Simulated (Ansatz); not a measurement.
A series in volume scale on ZnSe

Free energy against uniform scaling of the volume at fixed shape and fractions; periodic cell, basis, potentials, k mesh and filling as listed. The results are calculated, by Ansatz 0.2.0.

The cell before it is scaled or strained (space group F-43m, No. 216):
```
ZnSe
1.0
      0.0000     2.8338     2.8338
      2.8338     0.0000     2.8338
      2.8338     2.8338     0.0000
Zn Se
1 1
Direct
  0.00000 0.00000 0.00000
  0.25000 0.25000 0.25000
```

Settings of every row: functional PBE; dispersion none; potentials all-electron LAPW; k mesh 6x6x6; k shift 0x0x0; occupations cold; smearing width 0.01 eV; spin none.

```
row  volume scale  V (Å³/atom)  energy above lowest point (meV/atom)
  1          0.92       20.936                                  64.4
  2          0.96       21.846                                  25.4
  3             1       22.757                                     ?
  4          1.04       23.667                                     0
  5          1.08       24.577                                     7
```

Question: what energy above lowest point should row 3 give?

Worked fit of energy above lowest point. Take u = (V_r/V)^(2/3) − 1 with V_r = 22.757 Å³ an atom, which is twice the finite (Eulerian) strain; such expansions in the strain, on which the Birch-Murnaghan equation of state is built, carry the rest volume and the bulk modulus. The shown rows have u = 0.05718, 0.02761, -0.0258, -0.05. Least squares give energy above lowest point = 5.11 + 462.3 × u + 10031 × u² meV/atom; a straight line predicts inner rows, each left out in turn, worse (root mean square 17 against 0.33 meV/atom). The rows lie off it by 0.1, -0.1, 0.1, -0.1. Its lowest point lies at u = -0.0230, or V = 23.57 Å³ an atom, and the curvature there gives the bulk modulus at fixed shape and fractions, B = (4/9)(1 + u)² E″(u)/V = 57.9 GPa. The withheld row has u = 0, so the fit gives 5.11 + 462.3 × (0) + 10031 × (0)² = 5.1 meV/atom.

The calculation gave 5.2 meV/atom. The fit lies 0.1 meV/atom (0.16 % of the column's range) below it, one unit of the last digit.
